\section*{Notes: reduced mechanism for diamond growth rate and defect fraction}

I want the growth rate $G$ and the defect fraction $X$ of CVD diamond as functions of the H and CH$_3$ concentrations at the surface, in the reduced form due to Goodwin (1993), with the size of every term that the reduction drops.

\subsection*{Premises and conventions}

Concentrations $[\mathrm{H}]$, $[\mathrm{H_2}]$ and $[\mathrm{M}]\equiv[\mathrm{CH_3}]$ are in mol/cm$^3$, evaluated within a mean free path of the surface, where I take the gas to be thermal at the surface temperature $T$. Rate constants are per site, so $k[\mathrm{X}]$ is in s$^{-1}$. A surface carbon C$_d$ is H-terminated, a radical, or carries a methyl adsorbate A, with fractions $\theta_H+\theta_*+\theta_A=1$. The steps are
\begin{align}
\mathrm{C_dH+H}&\rightleftharpoons \mathrm{C_d^*+H_2} && k_1,\ k_{-1} \label{r1}\\
\mathrm{C_d^*+H}&\rightarrow \mathrm{C_dH} && k_2 \label{r2}\\
\mathrm{C_d^*+CH_3}&\rightleftharpoons \mathrm{C_dCH_3} && k_a,\ k_d \label{r3}\\
\mathrm{C_dCH_3+2H}&\rightarrow \mathrm{C_dC_dH+2H_2} && \text{rate } k_i[\mathrm{H}] \label{r4}
\end{align}
My premises are: (P1) all sites are equivalent and, apart from the pair count in the defect section, uncorrelated; (P2) CH$_3$ is the only growth species; (P3) step (\ref{r4}) is a lumped sequence limited by its first abstraction, so it is first order in [H], and it returns an H-terminated site one layer up; (P4) thermal loss of surface hydrogen is negligible; (P5) a defect forms when two neighbouring adsorbates react with each other, at rate $\kappa$ per pair, before either has desorbed or been incorporated.

To set scales I write each gas--surface constant as a probability $s$ times the collision limit. Integrating $v_z$ over the half of the Maxwell distribution that moves towards the wall gives the flux $\bar v[\mathrm{X}]/4$, and dividing by the molar site density $\Gamma$ gives
\begin{equation}
k=sZ,\qquad Z=\frac{\bar v}{4\Gamma},\qquad \bar v=\sqrt{\frac{8RT}{\pi W}},
\label{coll}
\end{equation}
with $W$ the molar mass. On (100) each layer holds $2/a_d^2$ atoms per area and the crystal holds $8/a_d^3$ per volume, so one monolayer adds the thickness $d=a_d/4$.

\subsection*{Steady state of the three-state surface}

The balances for radicals and adsorbates are
\begin{align}
\dot\theta_*&=k_1[\mathrm{H}]\theta_H-\left(k_2[\mathrm{H}]+k_{-1}[\mathrm{H_2}]+k_a[\mathrm{M}]\right)\theta_*+k_d\theta_A, \label{b1}\\
\dot\theta_A&=k_a[\mathrm{M}]\theta_*-\lambda\theta_A,\qquad \lambda\equiv k_d+k_i[\mathrm{H}]. \label{b2}
\end{align}
I set both to zero. This is allowed when the relaxation times, about $1/((k_1+k_2)[\mathrm{H}])$ and $1/\lambda$, are short against any change of the gas. Equation (\ref{b2}) gives
\begin{equation}
\theta_A=\alpha\theta_*,\qquad \alpha=\frac{k_a[\mathrm{M}]}{\lambda}.
\label{alpha}
\end{equation}
In (\ref{b1}) adsorption and desorption combine to $k_a[\mathrm{M}]\theta_*-k_d\alpha\theta_*=(\lambda-k_d)\alpha\theta_*=k_i[\mathrm{H}]\alpha\theta_*$: only the methyls that are incorporated consume a radical for good. With $\theta_H=1-(1+\alpha)\theta_*$, (\ref{b1}) becomes
\begin{equation}
k_1[\mathrm{H}]=\theta_*\left\{k_1[\mathrm{H}](1+\alpha)+k_2[\mathrm{H}]+k_{-1}[\mathrm{H_2}]+k_i[\mathrm{H}]\alpha\right\}.
\end{equation}
Dividing by $(k_1+k_2)[\mathrm{H}]$,
\begin{equation}
\theta_*=\frac{f}{1+\epsilon_r+\epsilon_a},\qquad f=\frac{k_1}{k_1+k_2},
\label{theta}
\end{equation}
\begin{equation}
\epsilon_r=\frac{k_{-1}[\mathrm{H_2}]}{(k_1+k_2)[\mathrm{H}]}=\frac{f}{K_1}\frac{[\mathrm{H_2}]}{[\mathrm{H}]},\qquad
\epsilon_a=\frac{k_1+k_i}{k_1+k_2}\,\alpha .
\label{eps}
\end{equation}
The second form of $\epsilon_r$ uses detailed balance, $k_{-1}=k_1/K_1$ with $K_1=\exp(-\Delta G_1/k_BT)$; $K_1$ is dimensionless because (\ref{r1}) has one gas particle on each side. Equation (\ref{theta}) is exact within P1--P4. When both $\epsilon$ are small, $\theta_*=f$. The concentration [H] cancels because H atoms both open sites and close them, each at a rate first order in [H]. More H makes the surface turn over faster and leaves the open fraction where it was. The independence is a property of this limit only, since $\epsilon_r$ and $\epsilon_a$ both grow as [H] falls.

A by-product: in the same limit each site removes H atoms at the rate $k_1[\mathrm{H}](1-f)+k_2[\mathrm{H}]f=2k_1k_2[\mathrm{H}]/(k_1+k_2)$, so the loss probability per H collision is $\gamma=2s_1s_2/(s_1+s_2)$.

\subsection*{Growth rate}

Each event (\ref{r4}) adds one carbon, so the rate in monolayers per second is $r=k_i[\mathrm{H}]\theta_A$ and $G=rd$. Inserting (\ref{alpha}) and dividing numerator and denominator by $k_i$,
\begin{equation}
G=d\,k_a[\mathrm{M}]\,\theta_*\,\frac{k_i[\mathrm{H}]}{k_d+k_i[\mathrm{H}]}
\;\longrightarrow\;
G=g_1 f\,\frac{[\mathrm{CH_3}][\mathrm{H}]}{g_2+[\mathrm{H}]},
\label{G}
\end{equation}
\begin{equation}
g_1=d\,k_a,\qquad g_2=\frac{k_d}{k_i},
\end{equation}
where the arrow means $\theta_*\to f$. The last factor is a branching ratio. An adsorbate survives to time $t$ with probability $e^{-\lambda t}$, so it is incorporated with probability $\int_0^\infty k_i[\mathrm{H}]e^{-\lambda t}dt=[\mathrm{H}]/(g_2+[\mathrm{H}])$. For $[\mathrm{H}]\ll g_2$ adsorption is nearly equilibrated and $G\simeq (g_1f/g_2)[\mathrm{M}][\mathrm{H}]$. For $[\mathrm{H}]\gg g_2$ every adsorbed methyl stays and $G\simeq g_1f[\mathrm{M}]$. The local order in H at fixed [M] and $T$ is
\begin{equation}
\frac{\partial\ln G}{\partial\ln[\mathrm{H}]}=\frac{g_2}{g_2+[\mathrm{H}]}.
\label{order}
\end{equation}

Two tests of the lumping. First, suppose H also removes adsorbates, at rate $k_e[\mathrm{H}]$. Then $\lambda=k_d+(k_i+k_e)[\mathrm{H}]$, and (\ref{G}) keeps its form with $g_1\to g_1k_i/(k_i+k_e)$ and $g_2\to k_d/(k_i+k_e)$. Fitted values of $g_1$ and $g_2$ therefore need not be elementary constants. Second, I resolve (\ref{r4}): abstraction A $\to$ A$^*$ (surface CH$_2^*$) at $k_3[\mathrm{H}]$, recapture A$^*\to$ A at $k_4[\mathrm{H}]$, and an onward unimolecular step at $k_5$. The steady state $\theta_{A^*}=k_3[\mathrm{H}]\theta_A/(k_4[\mathrm{H}]+k_5)$ gives the incorporation rate $k_5\theta_{A^*}$, that is
\begin{equation}
k_i=\frac{k_3k_5}{k_5+k_4[\mathrm{H}]}.
\label{ki}
\end{equation}
So $k_i$ is constant if $k_5\gg k_4[\mathrm{H}]$. It is also constant if the onward step is itself driven by H, because $k_5\propto[\mathrm{H}]$ makes the ratio independent of [H]. If the onward step is unimolecular and slow, $k_i[\mathrm{H}]$ saturates at $k_3k_5/k_4$ and P3 fails.

\subsection*{Defect fraction}

Let $P$ be the number of neighbouring A--A pairs per site and $z$ the number of neighbour sites that count. I treat adsorbates as immobile and dilute. A pair forms when a methyl adsorbs next to an existing adsorbate. There are $z\theta_A$ such positions per site, and each receives methyls at $k_a[\mathrm{M}]\theta_*=\lambda\theta_A$ by (\ref{alpha}). A pair ends when either member leaves (rate $2\lambda$) or when it reacts (rate $\kappa$). In the steady state
\begin{equation}
P=\frac{z\lambda\theta_A^2}{2\lambda+\kappa}.
\end{equation}
For $\kappa\to0$ this is $z\theta_A^2/2$, the count for random occupation, as it should be. I define $X$ as defects formed per carbon incorporated,
\begin{equation}
X=\frac{\kappa P}{k_i[\mathrm{H}]\theta_A}=X_{\max}\frac{\kappa}{2\lambda+\kappa},\qquad
X_{\max}=z\theta_A\left(1+\frac{g_2}{[\mathrm{H}]}\right).
\label{Xfull}
\end{equation}
The pair reaction removes $2\kappa P$ adsorbates, a fraction $2Xk_i[\mathrm{H}]/\lambda<2X$ of the loss term in (\ref{b2}), which is why I left it out there. The definition of $G$ gives $\theta_A=G/(d\,k_i[\mathrm{H}])$ whatever $\theta_*$ is. For $\kappa\ll2\lambda$, (\ref{Xfull}) reduces to $X=z\kappa\theta_A/(2k_i[\mathrm{H}])$, hence
\begin{equation}
X=\frac{z\kappa}{2dk_i^2}\,\frac{G}{[\mathrm{H}]^2}.
\label{X}
\end{equation}
One power of $1/[\mathrm{H}]$ comes from the coverage that a given $G$ requires. The other comes from dividing the pair rate by the incorporation rate. The prefactor depends on $T$ alone, and neither $g_2$ nor the $\epsilon$ terms enter, so (\ref{X}) holds on both sides of $g_2$. At fixed $T$ and fixed $X$ the permitted rate rises as $[\mathrm{H}]^2$. In terms of the gas, (\ref{G}) and (\ref{X}) give $X\propto[\mathrm{M}]/\{[\mathrm{H}](g_2+[\mathrm{H}])\}$, so
\begin{equation}
\left.\frac{\partial\ln X}{\partial\ln[\mathrm{H}]}\right|_{[\mathrm{M}]}=-1-\frac{[\mathrm{H}]}{g_2+[\mathrm{H}]}.
\label{Xorder}
\end{equation}
The exponent 2 in (\ref{X}) rests on P5 with slow pair reaction. For $\kappa\gg2\lambda$ every pair becomes a defect, $X=X_{\max}$, and this goes as $G/[\mathrm{H}]$ when $[\mathrm{H}]\gg g_2$. A defect made from a single adsorbate at rate $\kappa_1$ would give $X=\kappa_1/(k_i[\mathrm{H}])$, with no dependence on $G$.

\subsection*{Range of validity}

\begin{enumerate}
\item $\epsilon_r\ll1$, that is $[\mathrm{H}]/[\mathrm{H_2}]\gg f/K_1$, and $\epsilon_a\ll1$, which needs $k_a[\mathrm{M}]\ll\lambda(k_1+k_2)/(k_1+k_i)$. These limit (\ref{G}) and leave (\ref{X}) alone.
\item Thermal hydrogen loss slow against $k_1[\mathrm{H}]$ (P4). It would raise $\theta_*$ above $f$, and it sets an upper limit on $T$.
\item Constant $k_i$ by (\ref{ki}). If $k_i[\mathrm{H}]$ saturates, the [H] dependence drops out of (\ref{X}).
\item $\kappa\ll2\lambda$, which by (\ref{Xfull}) is the same as $X\ll X_{\max}$, and $z\theta_A\ll1$.
\item Fixed $T$ and a fixed face. With a barrier $E_1$ for abstraction, none for addition and the same $T$ dependence of both prefactors, $-\partial\ln f/\partial(1/k_BT)=(1-f)E_1$, while $g_2$ carries the larger energy $E_d-E_i$, the difference of the barriers of desorption and incorporation.
\item Surface concentrations. The surface is a sink for H with probability $\gamma$, so [H] there lies below the value in the jet and needs a boundary-layer calculation or a probe.
\item Other growth species (C, CH$_2$, C$_2$H$_2$), steps, impurity defects and the removal of defects after they form are outside the model.
\end{enumerate}

\subsection*{Illustration: DC arc-jet in H$_2$/CH$_4$}

All inputs in this list are typical or assumed: $a_d=0.3567$ nm; $W=1.008$ and $15.035$ g/mol for H and CH$_3$; $T=1200$ K, $p=50$ torr; $[\mathrm{H}]=2\times10^{-8}$ and $[\mathrm{CH_3}]=5\times10^{-10}$ mol/cm$^3$ at the surface; $g_2=5\times10^{-9}$ mol/cm$^3$; $s_1=0.10$, $s_2=0.90$, $s_a=0.45$; $k_i=k_1$, $k_4=k_2$; $\Delta G_1=-0.5$ eV; $E_1=E_i=0.3$ eV; $z=2$; attempt frequencies $10^{13}$ s$^{-1}$ for surface rearrangement and hydrogen loss and $10^{15}$ s$^{-1}$ for methyl desorption. I chose $s_a$ so that $g_1f$ lands at the value typically used with this rate law, about $1.8\times10^{11}$ $\mu$m\,h$^{-1}$\,cm$^3$\,mol$^{-1}$.

\emph{Scales.} $k_BT=0.1034$ eV, $d=0.0892$ nm, $2/a_d^2=15.72$ nm$^{-2}$, $\Gamma=2.61\times10^{-9}$ mol/cm$^2$. From (\ref{coll}), $\bar v=5.02\times10^5$ cm/s for H and $1.30\times10^5$ cm/s for CH$_3$, so $Z_H=4.81\times10^{13}$ and $Z_M=1.245\times10^{13}$ cm$^3$\,mol$^{-1}$\,s$^{-1}$. In the same unit $k_1=k_i=4.81\times10^{12}$, $k_2=4.33\times10^{13}$ and $k_a=5.60\times10^{12}$. Then $f=0.10$, $\gamma=0.18$ and $g_1f=1.80\times10^{11}$ $\mu$m\,h$^{-1}$\,cm$^3$\,mol$^{-1}$.

\emph{Rate.} The branching ratio is $0.80$, and
\begin{equation}
G=1.80\times10^{11}\times5\times10^{-10}\times0.80\ \mu\mathrm{m/h}=72\ \mu\mathrm{m/h},
\end{equation}
or $2.2\times10^2$ monolayers per second, 4.5 ms per layer. The radical fraction relaxes in 1.0 $\mu$s. With $k_d=g_2k_i=2.4\times10^4$ s$^{-1}$ and $k_i[\mathrm{H}]=9.6\times10^4$ s$^{-1}$ I get $\lambda=1.20\times10^5$ s$^{-1}$, an adsorbate lifetime of 8.3 $\mu$s, $\alpha=0.0233$ and $\theta_A=2.3\times10^{-3}$.

\emph{Dropped terms.} The ideal-gas total is $6.68\times10^{-7}$ mol/cm$^3$. Counting the rest of the gas as H$_2$ gives $[\mathrm{H_2}]/[\mathrm{H}]=32$. With $K_1=126$, (\ref{eps}) yields $\epsilon_r=0.026$ and $\epsilon_a=0.0047$, so $\theta_*=0.097$ and $G=70$ $\mu$m/h. The reduced form is 3 per cent high. This size hangs on the assumed $\Delta G_1$: with $-0.3$ eV, $K_1=18$ and $\epsilon_r=0.18$. At an assumed $[\mathrm{H}]/[\mathrm{H_2}]=10^{-3}$, as in weakly activated gas, even $K_1=126$ gives $\epsilon_r=0.79$, and $\theta_*$ then depends on [H]. The arc-jet is the favourable case for $\theta_*=f$.

\emph{Barrier conditions.} Recapture runs at $k_4[\mathrm{H}]=8.7\times10^5$ s$^{-1}$, which a unimolecular $k_5$ matches at a barrier of 1.7 eV, so condition 3 needs a barrier several $k_BT$ below that. Thermal hydrogen loss matches $k_1[\mathrm{H}]$ at 1.9 eV, so condition 2 needs a barrier several $k_BT$ above that. The value of $k_d$ implies $E_d=k_BT\ln(10^{15}\,\mathrm{s^{-1}}/k_d)=2.5$ eV. With $E_d-E_i=2.2$ eV, $g_2$ grows by a factor of about 5 between 1200 and 1300 K and passes the assumed [H], so the regime $[\mathrm{H}]>g_2$ is tied to the temperature. The apparent energy of $f$ is only 0.27 eV.

\emph{Defects.} Here $X_{\max}=5.8\times10^{-3}$, $2\lambda=2.4\times10^5$ s$^{-1}$, and (\ref{X}) reads $X=\kappa\times2.4\times10^{-8}$ s. The model does not fix $\kappa$. An assumed $\kappa=10^2$ s$^{-1}$ gives $X=2.4\times10^{-6}$ with $\kappa/2\lambda=4\times10^{-4}$, well inside condition 4. Ratios are free of $\kappa$. The local orders (\ref{order}) and (\ref{Xorder}) are $0.20$ and $-1.80$. Doubling [H] at fixed [CH$_3$] moves the branching ratio to $0.89$, multiplies $G$ by $1.11$ and $X$ by $0.28$. Doubling [H] at fixed $X$ permits four times the rate, $2.9\times10^2$ $\mu$m/h, which needs $3.6$ times the methyl concentration and leaves $\epsilon_a$ at $0.009$.

These are the model's numbers. Typical DC arc-jet rates run from tens of $\mu$m/h to the order of a hundred, and I chose the surface concentrations and $s_a$ so that $G$ falls in that range, so the 70 $\mu$m/h tests nothing. What the model does predict here is the pair of orders: above $g_2$ extra atomic hydrogen adds little rate at fixed methyl, lowers the defect fraction almost as its inverse square, and that margin can be spent on more methyl.